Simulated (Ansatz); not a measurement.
**Equilibrium of C4H10 + GeH2(SH)2 ⇌ C4H10S + GeH3(SH) at process temperatures**

Species: C4H10 (isobutane) `CC(C)C`, singlet; GeH2(SH)2, singlet; C4H10S (2-methyl-2-propanethiol) `CC(C)(C)S`, singlet; GeH3(SH), singlet. The partners trade H for SH: C–H and Ge–SH bonds give way to C–SH and Ge–H.

The electronic reaction energy at CCSD(T)/def2-TZVPP is +86.7 kJ/mol. Shapes: PBE0-D4/def2-TZVP. Flexible molecules stand in one conformer, not always the lowest. Programs: Ansatz 0.2.0. Enthalpy and entropy come from rigid-rotor, harmonic-oscillator sums on unscaled PBE0-D4/def2-TZVP wavenumbers, ideal gases at 1 bar. Symmetry numbers: C4H10 3, GeH2(SH)2 1, C4H10S 1, GeH3(SH) 1. R = 8.3145 J/(mol K).

```
T (K)  ΔH (kJ/mol)  ΔS (J/(mol K))
  500        +78.9            -5.9
  700        +79.6            -4.7
  900            ?               ?
```

Q: Work out ln K at 500 and 700 K, and from these estimate it at 900 K.

A: 
1. 500 K: ΔG = +78.9 − 500 × (-5.9)/1000 = +81.9 kJ/mol; ln K = −ΔG/RT = -19.70.
2. 700 K: ΔG = +79.6 − 700 × (-4.7)/1000 = +82.9 kJ/mol; ln K = −ΔG/RT = -14.24.
3. Slope against 1000/T: (-14.24 − (-19.70))/(1.4286 − 2.0000) = -9.55, that is −ΔH/R with ΔH near +79 kJ/mol.
4. 900 K: ln K = -19.70 + (-9.55) × (1.1111 − 2.0000) = -11.21.

The full sums give ΔH = +80.4 kJ/mol, ΔS = -3.7 J/(mol K), ΔG = +83.7 kJ/mol and ln K = -11.19 at 900 K, so the line is off by -0.02 in ln K; without rounding the miss is -0.03, from the change of ΔH with temperature. The reactants are favoured over this whole range. An error of 10 kJ/mol in the energy moves ln K by 1.3 at 900 K. Soft modes are treated as harmonic, which can err either way at these temperatures; the lowest are those of C4H10 (214 cm⁻¹), GeH2(SH)2 (78 cm⁻¹), C4H10S (196 cm⁻¹), GeH3(SH) (158 cm⁻¹). Other conformers aren't counted. Relativity is left out for Ge. Outer-core shells of Ge are correlated, in sets that cover them unevenly.

Moving SH from germanium to carbon is strongly uphill, and the cost is almost wholly enthalpic. Sulfur gains more over hydrogen as a partner for electropositive germanium, where the bond is polar, than for carbon, whose bond to hydrogen is strong and nearly nonpolar. Crowding at the tertiary carbon and the loss of lone-pair delocalisation between the two SH groups on one germanium probably add to the cost. The enthalpy lies below the electronic energy of +86.7 kJ/mol, largely because a stiff C–H oscillator gives way to a softer Ge–H one, which lowers the zero-point energy.

With two molecules on each side, no translational entropy is released, and ΔS stays small and negative. Heating therefore raises K, as it must for an endothermic reaction, even though ΔG itself creeps upward; entropy offers no route to a crossover in this range. The equilibrium covers only this exchange: at such temperatures a tertiary thiol may also eliminate H2S to give isobutene, a channel that could control the actual product mixture.
